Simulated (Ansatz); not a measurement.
How methods differ on PH (SMILES [PH])

PH: 2 atoms, total charge 0, spin state triplet. As SMILES, `[PH]`. The coordinates come from a PBE0-D4/def2-TZVP relaxation.

```xyz
2

P     0.0000    0.0000   -0.0146
H     0.0000    0.0000    1.4137
```

Quantity: the energy change with the P1–H2 bond stretched from 1.428 to 1.749 Å, in eV. The values are calculated.

```tsv
level	kind	program	value (eV)	less FCI/cc-pVDZ
UHF/cc-pVDZ	Hartree–Fock	Ansatz	0.72	+0.16
U-revPBE/cc-pVDZ	GGA	Ansatz	0.50	-0.06
UBHLYP/cc-pVDZ	global hybrid	Ansatz	0.66	+0.10
U-wB97M-V/cc-pVDZ	range-separated hybrid	Ansatz	0.61	+0.05
UB2PLYP/cc-pVDZ	double hybrid	Ansatz	0.61	+0.05
RPA@PBE/cc-pVDZ	RPA	Ansatz	0.55	-0.01
UCCSDT(Q)/cc-pVDZ	coupled cluster or CI	Ansatz	0.56	0.00
FCI/3-21G	exact in the basis	Ansatz	0.34	-0.22
FCI/cc-pVDZ	exact in the basis	Ansatz	0.56	0.00
```

FCI/cc-pVDZ is exact within its basis and frozen core, so for wave-function methods in that basis the difference is their error; functionals converge differently with the basis, so for them it is only a difference. The first shape isn't each level's own minimum. The values span 0.34 to 0.72 eV. High-level rows in very small sets aren't better than simpler rows in larger ones.

Stretching PH costs the most in UHF, 0.72 eV against 0.56 eV for FCI in the same basis. The two unpaired electrons sit in phosphorus 3p π orbitals and take little part in the bond, so the strain falls on the single P–H σ pair. As its σ and σ* orbitals approach each other, left-right correlation grows and offsets part of the cost, which a mean-field treatment largely misses. UCCSDT(Q) recovers this effect and matches FCI to the printed precision, as expected for one moderately stretched single bond.

The largest departure, however, comes from the basis: FCI/3-21G gives only 0.34 eV. Without polarisation functions, the σ bond is poorly described and its minimum probably lies at a longer distance, so part of the stretch costs little or even releases energy. Among the functionals, U-revPBE lies lowest and UBHLYP highest, consistent with semilocal exchange mimicking some left-right correlation that exact exchange leaves out. The close agreement at this stretch doesn't establish equal accuracy towards dissociation.
